# Quantum limit of capture under an exponentially closing barrier

## The claim

Take one spinless level at a fixed energy $\varepsilon_0$, in tunnel contact with one Fermi sea of chemical potential $\mu$, and close the barrier so that the tunnelling rate falls as $e^{-t/\tau}$. A rate equation, $\dot n=\gamma(t)[f(\varepsilon_0)-n]$, says that a level in equilibrium stays at $n=f(\varepsilon_0)$ however the barrier closes, so at zero temperature capture is a sharp step in $\mu-\varepsilon_0$. I will show that quantum mechanics gives

$$n=\int dE\,f(E)\,\frac{\tau/\hbar}{\cosh[\pi\tau(E-\varepsilon_0)/\hbar]},$$

a step with exponential tails on the scale $\Delta_q=\hbar/(\pi\tau)$, and I will say in what sense this is a limit. The model is the one Brako and Newns used for charge exchange between a metal and a departing atom; Flensberg, Niu and Pustilnik applied non-adiabatic capture to dots moved by surface acoustic waves in 1999.

## Premises and conventions

The Hamiltonian is

$$H(t)=\varepsilon(t)\,d^\dagger d+\sum_k E_k c_k^\dagger c_k+V(t)\sum_k\left(c_k^\dagger d+d^\dagger c_k\right).\tag{1}$$

1. One spinless orbital, no interaction, no phonons.
2. Wide band: $V(t)$ is real and the same for all $k$, the density of states $\rho$ is constant, and the band is wide and symmetric about the level.
3. At an early time $t_0$ the lead is in equilibrium, $\langle c_k^\dagger c_{k'}\rangle=\delta_{kk'}f(E_k)$ with $f(E)=1/(e^{(E-\mu)/k_BT}+1)$, and uncorrelated with the level, whose occupation is $n_0$.
4. The rate $\gamma(t)=2\pi\rho V(t)^2/\hbar$, in s$^{-1}$, obeys $\gamma(t)=\gamma_0e^{-t/\tau}$.
5. The level is fixed, $\varepsilon(t)=\varepsilon_0$. I keep $\varepsilon(t)$ general for as long as it costs nothing.

The symbol $\Gamma$ is reserved for Euler's gamma function; the linewidth is $\hbar\gamma$.

**Question.** Is $\tau$ the decay time of the rate or of the matrix element?

**Answer.** Of the rate. The matrix element falls as $e^{-t/2\tau}$. If you define $V\propto e^{-t/\tau_V}$, then $\tau=\tau_V/2$ and the scale reads $2\hbar/(\pi\tau_V)$.

## Step 1: eliminating the lead

The Heisenberg equations of (1) are linear,

$$i\hbar\dot c_k=E_kc_k+Vd,\qquad i\hbar\dot d=\varepsilon d+V\sum_kc_k .$$

The first integrates to

$$c_k(t)=c_k(t_0)e^{-iE_k(t-t_0)/\hbar}-\frac{i}{\hbar}\int_{t_0}^tds\,V(s)\,d(s)\,e^{-iE_k(t-s)/\hbar}.$$

Insert this in the second. By premise 2, $\sum_ke^{-iE_k(t-s)/\hbar}=2\pi\hbar\rho\,\delta(t-s)$. The delta function stands for a narrow peak of width $\hbar$ over the bandwidth, even in $t-s$, and the integral stops at $s=t$, so it collects half the weight. The memory term becomes $-i\pi\rho V^2d=-i\hbar\gamma d/2$, and

$$\dot d=-\left[\frac{i\varepsilon}{\hbar}+\frac{\gamma}{2}\right]d-\frac{iV(t)}{\hbar}\sum_kc_k(t_0)e^{-iE_k(t-t_0)/\hbar}.\tag{2}$$

Without the source term $\langle d^\dagger d\rangle$ decays at rate $\gamma$, which confirms the meaning of premise 4.

## Step 2: the occupation as a filtered Fermi function

Equation (2) is solved by the integrating factor $G(t,s)=\exp\{-\int_s^t[i\varepsilon/\hbar+\gamma/2]\,dt'\}$:

$$d(t)=G(t,t_0)\,d(t_0)-\frac{i}{\hbar}\sum_kc_k(t_0)\int_{t_0}^tds\,G(t,s)V(s)\,e^{-iE_k(s-t_0)/\hbar}.$$

Form $\langle d^\dagger d\rangle$. Premise 3 removes the cross terms and leaves a single sum over $k$, which becomes $\rho\int dE$. With $V^2=\hbar\gamma/2\pi\rho$ the prefactor $\rho V^2/\hbar^2$ turns into $\gamma/2\pi\hbar$. For $t\to\infty$,

$$n=n_0e^{-\int_{t_0}^\infty\gamma\,dt}+\int dE\,f(E)K(E),\qquad K(E)=\frac{1}{2\pi\hbar}\left|\int_{t_0}^\infty ds\,g(s)\,e^{-iEs/\hbar}\right|^2,\tag{3}$$

$$g(s)=\sqrt{\gamma(s)}\;e^{-\frac12\int_s^\infty\gamma\,dt'}\;e^{\,i\int_0^s\varepsilon\,dt'/\hbar}.\tag{4}$$

A phase independent of $s$ has dropped out of the modulus. The function $p(s)=|g(s)|^2=\gamma(s)\exp(-\int_s^\infty\gamma)$ is the probability density that the last tunnelling event of a Poisson process of rate $\gamma$ occurs at time $s$. It is the derivative of $\exp(-\int_s^\infty\gamma)$, so it integrates to $1-\exp(-\int_{t_0}^\infty\gamma)$. By Parseval's theorem $\int K\,dE=\int p\,ds$. The captured electron is drawn from one lead wave packet of shape $g$, and $K$ is the energy spectrum of that packet.

**Question.** Where did the rate equation go?

**Answer.** It is the case in which $f$ varies slowly across $K$. Then $f(\varepsilon_0)$ comes out of the integral and (3) is the solution of the rate equation. That requires $k_BT\gg\hbar/\tau$.

## Step 3: the exponential closing

Define $x(s)=\int_s^\infty\gamma\,dt'=\tau\gamma(s)$, the expected number of tunnelling events still to come. Then $dx/ds=-x/\tau$, so $s=-\tau\ln(x/\gamma_0\tau)$ and $ds=-\tau\,dx/x$. Sending $t_0\to-\infty$ sends $x(t_0)\to\infty$: the term in $n_0$ vanishes and $K$ is normalised to one. With $\varepsilon=\varepsilon_0$ and $w=\tau(E-\varepsilon_0)/\hbar$, the phase factor is $e^{-iws/\tau}=(x/\gamma_0\tau)^{iw}$, and

$$\int ds\,g\,e^{-iEs/\hbar}=(\gamma_0\tau)^{-iw}\sqrt{\tau}\int_0^\infty dx\,x^{-1/2+iw}e^{-x/2}=(\gamma_0\tau)^{-iw}\sqrt\tau\;2^{1/2+iw}\,\Gamma\!\left(\tfrac12+iw\right).\tag{5}$$

The last step is Euler's integral $\int_0^\infty x^{z-1}e^{-ax}dx=a^{-z}\Gamma(z)$ with $a=1/2$. The prefactor $\gamma_0$ enters as a pure phase, as it must, since changing it only shifts the origin of time. For $z=\frac12+iw$ we have $1-z=z^*$, so the reflection formula gives $|\Gamma(z)|^2=\Gamma(z)\Gamma(1-z)=\pi/\sin\pi z=\pi/\cosh\pi w$. The squared modulus of (5) is $2\pi\tau/\cosh\pi w$, and dividing by $2\pi\hbar$,

$$K(E)=\frac{\tau/\hbar}{\cosh[(E-\varepsilon_0)/\Delta_q]},\qquad\Delta_q=\frac{\hbar}{\pi\tau}.\tag{6}$$

As a check, $\int K\,dE=\frac1\pi\int du/\cosh u=1$.

## Step 4: zero temperature

With $f$ a step at $\mu$, put $y=(\mu-\varepsilon_0)/\Delta_q$. Since $\frac{d}{du}\,2\arctan e^u=2e^u/(1+e^{2u})=1/\cosh u$,

$$n=\frac1\pi\int_{-\infty}^y\frac{du}{\cosh u}=\frac2\pi\arctan e^{\,y}=\frac2\pi\arctan\exp\frac{\pi\tau(\mu-\varepsilon_0)}{\hbar}.\tag{7}$$

It equals $1/2$ at $y=0$ and obeys $n(-y)=1-n(y)$. For a deep level the miss probability is $1-n=\frac2\pi\arctan e^{-y}\simeq\frac2\pi e^{-y}$.

**Question.** You call $\Delta_q$ the width. The width of what?

**Answer.** It is the decay constant of the tails. Other widths differ by numbers. The full width at half maximum of $K$ is $2\,\mathrm{arcosh}(2)\,\Delta_q=2.634\,\Delta_q$. The variance is $\Delta_q^2\cdot\frac1\pi\int u^2du/\cosh u=\Delta_q^2\pi^2/4$, so $\sigma_q=\hbar/2\tau$. The slope at the centre is $dn/d\mu=\tau/\hbar$.

**Question.** So it is a Fermi function at an effective temperature?

**Answer.** Only roughly. A Fermi function has tail constant $k_BT$, central slope $1/4k_BT$ and derivative variance $\pi^2(k_BT)^2/3$. Matching tails gives $k_BT=\hbar/\pi\tau$, slopes $\hbar/4\tau$, variances $\sqrt3\hbar/2\pi\tau$. These are three different temperatures, and even with matched tails the prefactor is $2/\pi$ in place of one.

**Question.** I would have frozen the equilibrium Lorentzian at the moment $\gamma\tau=1$. What is wrong with that?

**Answer.** The scale is right and the tails are wrong. A Lorentzian of full width $\hbar/\tau=\pi\Delta_q$ gives $1-n=\frac12-\frac1\pi\arctan(2y/\pi)$, which falls as $1/2y$. At $y=5$ that is $0.097$, against $0.00429$ from (7). The Lorentzian tail of a deep level consists of virtual excursions into the lead, and a smooth closing lets them return. Only real transitions survive, and analyticity fixes their size. Shifting $s$ by $i\theta\tau$ rotates $x$ by the angle $-\theta$, and $e^{-x/2}$ keeps decaying while $|\theta|<\pi/2$. The contour in (5) can therefore be moved to $|\mathrm{Im}\,s|\to\pi\tau/2$, which gives $e^{-\pi|w|/2}$ in amplitude and $e^{-\pi|w|}$ in $K$.

## Step 5: finite temperature

Integrating (3) by parts, $dn/d\mu$ is the convolution of $K$ with $-\partial f/\partial E$, so variances add:

$$\sigma^2=\frac{\hbar^2}{4\tau^2}+\frac{\pi^2}{3}(k_BT)^2.\tag{8}$$

Far in the tail the slower exponential wins, with decay constant the larger of $k_BT$ and $\Delta_q$. At $T_q=\Delta_q/k_B$ the integral is elementary. With $q=e^u$ and $a=e^y$,

$$n=\frac2\pi\int_0^\infty\frac{dq}{1+q^2}\,\frac{a}{a+q}=\frac2\pi\,\frac{a}{1+a^2}\int_0^\infty dq\left[\frac1{a+q}+\frac{a-q}{1+q^2}\right].$$

The term $a/(1+q^2)$ gives $\pi a/2$; the other two combine to $\ln[(a+q)/\sqrt{1+q^2}]$, which runs from $\ln a=y$ to zero. Hence

$$1-n(T_q)=\frac{1}{1+e^{2y}}+\frac{y}{\pi\cosh y}.\tag{9}$$

## Step 6: why this is a limit

Return to (3) and (4) with a moving level and $t_0\to-\infty$. Write $g=b\,e^{i\varphi}$ with $b=\sqrt p$ and $\hbar\dot\varphi=\varepsilon(s)$. Under the Fourier transform $E$ acts as $-i\hbar\,\partial_s$, and $-i\hbar\dot g=(\varepsilon b-i\hbar\dot b)e^{i\varphi}$. Parseval's theorem gives $\langle E\rangle=\int p\,\varepsilon\,ds$, because $\int b\dot b\,ds=0$, and $\langle E^2\rangle=\int(p\,\varepsilon^2+\hbar^2\dot b^2)\,ds$. Therefore

$$\sigma_K^2=\hbar^2\int\dot b^2\,ds+\mathrm{Var}_p[\varepsilon(s)].\tag{10}$$

For the exponential closing $b=\sqrt{x/\tau}\,e^{-x/2}$, so $\dot b/b=-(1-x)/2\tau$, and $p\,|ds|=e^{-x}dx$. Since $\int_0^\infty(1-x)^2e^{-x}dx=1$, the first term is $\hbar^2/4\tau^2$, the same $\sigma_q^2$ as found from (6). The second term cannot be negative. For a given $\gamma(t)$, then, no motion of the level makes the variance of the kernel smaller than $\sigma_q^2$, and the fixed level attains it. That is the sense of the word limit.

The time of the last event, $s=-\tau\ln x+\text{const}$, has a Gumbel distribution with $\mathrm{Var}(\ln x)=\pi^2/6$, so $\sigma_t=\pi\tau/\sqrt6$. The product $\sigma_q\sigma_t=\pi\hbar/2\sqrt6=0.641\,\hbar$ lies above the Fourier bound $\hbar/2$. For a level drifting at constant rate $\dot\varepsilon$, (10) becomes

$$\sigma_K^2=\frac{\hbar^2}{4\tau^2}+\frac{\pi^2}{6}(\dot\varepsilon\tau)^2,\tag{11}$$

and the two terms are equal at $|\dot\varepsilon|\tau=\sqrt6\,\hbar/2\pi\tau$.

**Question.** Does the limit hold for the tails too?

**Answer.** No, it is a statement about the variance. A moving level can steepen one tail at the cost of the other, as the next case shows.

**Question.** A real band is not symmetric about the level. What becomes of the real part of the self-energy?

**Answer.** It survives however wide the band is. For a flat band reaching $D_1$ below the level and $D_2$ above, the principal-value sum $V^2\,\mathrm{P}\!\sum_k1/(\varepsilon_0-E_k)$ equals $\lambda\hbar\gamma/2$ with $\lambda=\ln(D_1/D_2)/\pi$. The level then moves as $\varepsilon_0+\lambda\hbar\gamma(t)/2$. Because $\int\gamma\,ds=-x+\text{const}$, the factor $e^{-x/2}$ in (5) becomes $e^{-ax}$ with $a=(1+i\lambda)/2$. With $\theta=\arctan\lambda$ we have $|a^{-z}|^2=2\cos\theta\,e^{2\theta w}$, so

$$K=\frac\tau\hbar\,\frac{\cos\theta\;e^{2\theta w}}{\cosh\pi w}.\tag{12}$$

The mean moves up by $\lambda\hbar/2\tau$, the variance is $(1+\lambda^2)\hbar^2/4\tau^2$ in accord with (10), and the tails decay as $e^{-(\pi-2\theta)w}$ above and $e^{-(\pi+2\theta)|w|}$ below.

## Finite duration of the closing

Neither end of the ramp lies at infinity. Write $\int fK\,dE=\langle g|f|g\rangle$, where $f$ is an operator with eigenvalues between zero and one.

Late end: the occupation at time $t_1$, with $x_1=x(t_1)$, is $\langle g_1|f|g_1\rangle$, where $g_1=e^{x_1/2}g$ for $s<t_1$ and zero after. It is normalised and its overlap with $g$ is $e^{-x_1/2}$. The difference of the two projectors has eigenvalues $\pm\sqrt{1-e^{-x_1}}$, so $|n(t_1)-n|\le\sqrt{1-e^{-x_1}}\le\sqrt{x_1}$.

Early end: starting at $x_0=x(t_0)$ removes from $g$ a piece of norm $e^{-x_0/2}$ and adds $n_0e^{-x_0}$. The cross term is at most $2e^{-x_0/2}$ and the rest at most $e^{-x_0}$, so $|\Delta n|\le2e^{-x_0/2}+e^{-x_0}$.

These are upper bounds and may be loose. A miss probability smaller than they are is not guaranteed by this argument.

## Range of validity

1. The rate is exponential from $\gamma\tau\gg1$ to $\gamma\tau\ll1$. A kink or abrupt end in $\gamma(t)$ destroys the analyticity used in step 4 and leaves algebraic tails.
2. The level is fixed: $|\dot\varepsilon|\tau\ll\hbar/\tau$.
3. The level spacing $\hbar\omega$ exceeds the linewidth while capture is decided: $\omega\tau\gg1$.
4. The coupling is flat over several $\Delta_q$, and $|\lambda|\ll1$; otherwise (12) applies.
5. Spin is split off by much more than $\hbar/\tau$. For non-interacting electrons (3) holds per spin. For a spin-degenerate level with Coulomb blockade the equations are not linear and this derivation does not apply.
6. The quantum step is visible only for $T\lesssim T_q$, with $T$ the electron temperature of the lead, and with slow noise in $\mu-\varepsilon_0$ below $\Delta_q$.

## Illustration: a moving dot in GaAs at 2.7 GHz

A surface acoustic wave of frequency $\nu=2.7$ GHz carries a potential minimum from a two-dimensional electron gas into a depleted channel. I assume $\tau=10$ ps. The period is $370$ ps, or $37\,\tau$. The model's scales are $\hbar/\tau=65.8\ \mu$eV, $\Delta_q=20.95\ \mu$eV, full width $55.2\ \mu$eV, $\sigma_q=32.9\ \mu$eV and $\sigma_t=12.8$ ps. The drive quantum $h\nu=11.2\ \mu$eV appears nowhere in (6). The three matched temperatures are $0.243$ K (tails, $T_q$), $0.191$ K (slope) and $0.211$ K (variance); the last is also where the two terms of (8) are equal.

Miss probability $1-n$:

| $y$ | $\mu-\varepsilon_0$ ($\mu$eV) | $T=0$, eq. (7) | rate equation at $T_q$ | full result at $T_q$, eq. (9) |
|---|---|---|---|---|
| 1 | 21 | 0.224 | 0.269 | 0.325 |
| 2 | 42 | 0.0856 | 0.119 | 0.187 |
| 3 | 63 | 0.0317 | 0.0474 | 0.0973 |
| 5 | 105 | 0.00429 | 0.00669 | 0.0215 |

If at most one electron is captured per cycle and each is delivered, the current is $ne\nu$ with $e\nu=433$ pA. At $y=5$ the model's deficit is $1.9$ pA at $T=0$ and $9.3$ pA at $T_q$. A miss probability of $10^{-3}$ at $T=0$ needs a level $135\ \mu$eV below $\mu$. At $0.3$ K the thermal term of (8) is $47\ \mu$eV and the total $\sigma$ is $57\ \mu$eV.

Now the premises. I use the compiled electron mass $m=0.067\,m_e$ (Vurgaftman 2001) and static dielectric constant $12.87$ (Rakita 2019). Typical inputs are a wave speed $v\approx2900$ m/s, a sheet density $n_s\approx2\times10^{15}$ m$^{-2}$ and $|g^*|\approx0.44$; the wave potential $A\cos[k(X-vt)]$ has an assumed amplitude $A=10$ meV.

**Levels and charging.** The wavelength is $1.07\ \mu$m. The curvature $Ak^2=m\omega^2$ gives $\hbar\omega=0.62$ meV along the direction of travel and $\omega\tau=9.5$. The linewidth reaches the spacing at $x=\omega\tau$. Taking that as $x_0$, the early bound is about $0.02$, an indicator of how far the many-level past could matter. The oscillator length $\ell=\sqrt{\hbar/m\omega}$ is $43$ nm and the unscreened Coulomb scale $e^2/4\pi\epsilon_0\epsilon_r\ell$ is $2.6$ meV, far above $\Delta_q$, so a second electron is blocked. The dot is softer while it forms, so these figures are optimistic.

**Late end.** Half a period after $\gamma\tau=1$ the bound $\sqrt{x_1}$ is $9.5\times10^{-5}$; a quarter period after, it is $9.8\times10^{-3}$.

**Spin.** An in-plane field of $6$ T gives a splitting of $0.15$ meV, which is $7.3\,\Delta_q$ but only $2.3\,\hbar/\tau$. The spinless premise is marginal even then.

**Band.** The Fermi energy $\pi\hbar^2n_s/m$ is $7.1$ meV and $\Delta_q/E_F=0.003$. An assumed asymmetry $D_1/D_2=3$ gives $\lambda=0.35$, a shift of $12\ \mu$eV and a $6$ per cent rise of $\sigma$.

**Question.** The band is wide, but transmission through a barrier is not flat in energy.

**Answer.** That is the stricter condition. Below the top of a parabolic barrier of curvature frequency $\omega_b$ the transmission grows as $e^{E/\Delta_b}$ with $\Delta_b=\hbar\omega_b/2\pi$. On a uniform static slope the crest and trough of the wave have equal curvature, so take $\omega_b=\omega$ and $\Delta_b=99\ \mu$eV. Then $\Delta_q/\Delta_b=2/\omega_b\tau=0.21$. As an estimate, weighting $K$ by $e^{(E-\varepsilon_0)/\Delta_b}$ changes the two tail exponents by that fraction in opposite directions. The tail entries of the table are thus properties of the model, and good for this dot in order of magnitude at best.

**Question.** And can the level be fixed at all in a moving dot?

**Answer.** This is the premise that fails. Let $U(X)$ be the static potential of the channel. At an extremum of $U+A\cos[k(X-vt)]$ the total slope vanishes, so the energy of the extremum changes only through the explicit time dependence, at the rate $vU'$ taken at its position. Ignoring changes of the zero-point energy, $\dot\varepsilon=vU'(X_{\rm min})$. In one $\tau$ the dot moves $29$ nm. By (11) drift equals the quantum term at $\dot\varepsilon\tau=25.7\ \mu$eV, a static slope of only $0.88$ meV/$\mu$m. Compare what the closing itself demands. The crest must rise relative to the level by $\Delta_b$ in each $\tau$, so the slopes at crest and trough must differ by $\Delta_b/v\tau=3.4$ meV/$\mu$m. If the slope under the trough is itself of that size, then $\dot\varepsilon\tau=\Delta_b$ and the drift term is $\pi\Delta_b/\sqrt6=0.13$ meV, which is $3.9$ times $\sigma_q$. Only a trough that sits on a flat stretch of $U$ while the crest climbs behind it realises (6).

The figures $\Delta_q=20.95\ \mu$eV and $T_q=0.243$ K are therefore the model's, set by the assumed $\tau$ alone. As typical knowledge, the current steps of acoustically driven GaAs channels correspond to effective temperatures of several kelvin, so the fixed-level model makes the step too sharp by roughly an order of magnitude or more, with level drift and heating by the drive as the expected causes. What carries over, within premises 1 to 4, is (10) together with (8): a barrier that closes with $\tau=10$ ps leaves a capture step whose standard deviation is at least $32.9\ \mu$eV.